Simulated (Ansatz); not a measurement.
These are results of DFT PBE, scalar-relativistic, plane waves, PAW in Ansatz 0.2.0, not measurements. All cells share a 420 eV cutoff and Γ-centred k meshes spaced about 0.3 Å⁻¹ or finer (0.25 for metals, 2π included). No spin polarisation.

All energies are static (0 K, no zero-point motion).

Compare these two cells of Be2S5, each relaxed at this level.

A. Space group R-3m (No. 166), trigonal, a = 3.447 Å, c = 41.713 Å. Be has 4 S at 2.08–2.20 Å and 3 Be at 2.54 Å; S on a site of symmetry 3m has 3 S at 2.42 Å; S on a second site of symmetry 3m is surrounded by 4 Be at 2.08–2.20 Å; S on a site of symmetry -3m has 6 S at 2.42 Å.

B. Space group P3m1 (No. 156), trigonal, a = 6.934 Å, c = 9.646 Å. Around Be on a site of symmetry 3m lie 3 S at 2.00 Å; Be on a site of symmetry m has 3 S at 2.00–2.01 Å; S on a site of symmetry m has 3 Be at 2.00 Å; around S on a site of symmetry 3m lie 3 Be at 2.01 Å; S on a second site of symmetry m has 2 S at 2.08 Å; 1 more site not described.

Question: Which would you expect to be lower, and how large is the difference?

Answer: B is lower, by 118 meV/atom. A has space group R-3m (No. 166), 20.4 Å³/atom and a gap of 0.70 eV on its mesh; B has space group P3m1 (No. 156), 28.7 Å³/atom and a gap of 2.21 eV. Counting S atoms around Be (those within 1.25 times the shortest such distance or 1.15 times the sum of covalent radii), A has Be 4 and B has Be 3. B holds S–S units of three or more atoms (shortest 2.08 Å); in A the shortest S–S distance is 2.42 Å, near bonding range too. Both come from trial cells of a structure search, whose lowest cell (P1, 28.0 Å³/atom) lies 11 meV/atom below the lower of the two.

Weakly bound directions are ill-defined at this level, which has no dispersion term (R-3m, P3m1), and this can change margins and order among such cells. Kohn–Sham gaps at this level usually fall short of measured ones. With atoms moved at random, B (by 11 meV/atom) fell into a lower structure. A had no clear such test and can be a saddle point. Some types were kept out of the candidates beforehand, so the set may lack a known form.

The energy order follows the way sulfur bonds to itself. In B, the S–S contacts of 2.08 Å are close to an ordinary two-electron single bond, as in elemental sulfur. In A, they are stretched to 2.42 Å and spread over six neighbours around one sulfur site, which suggests electron-rich, multicentre bonding with less than a full bond per contact. This probably outweighs the fourth Be–S contact in A, since beryllium normally prefers tetrahedral surroundings, as in BeS.

The gaps fit this picture: weaker S–S overlap splits σ and σ* states less, in keeping with 0.70 eV for A against 2.21 eV for B.

B resembles BeS sheets combined with nearly neutral sulfur units, rather than a compound in which all the sulfur is reduced. The comparison therefore supports a preference for localised S–S bonds at this composition, but not the existence of Be2S5 as a phase, which would require its energy relative to BeS and elemental sulfur.
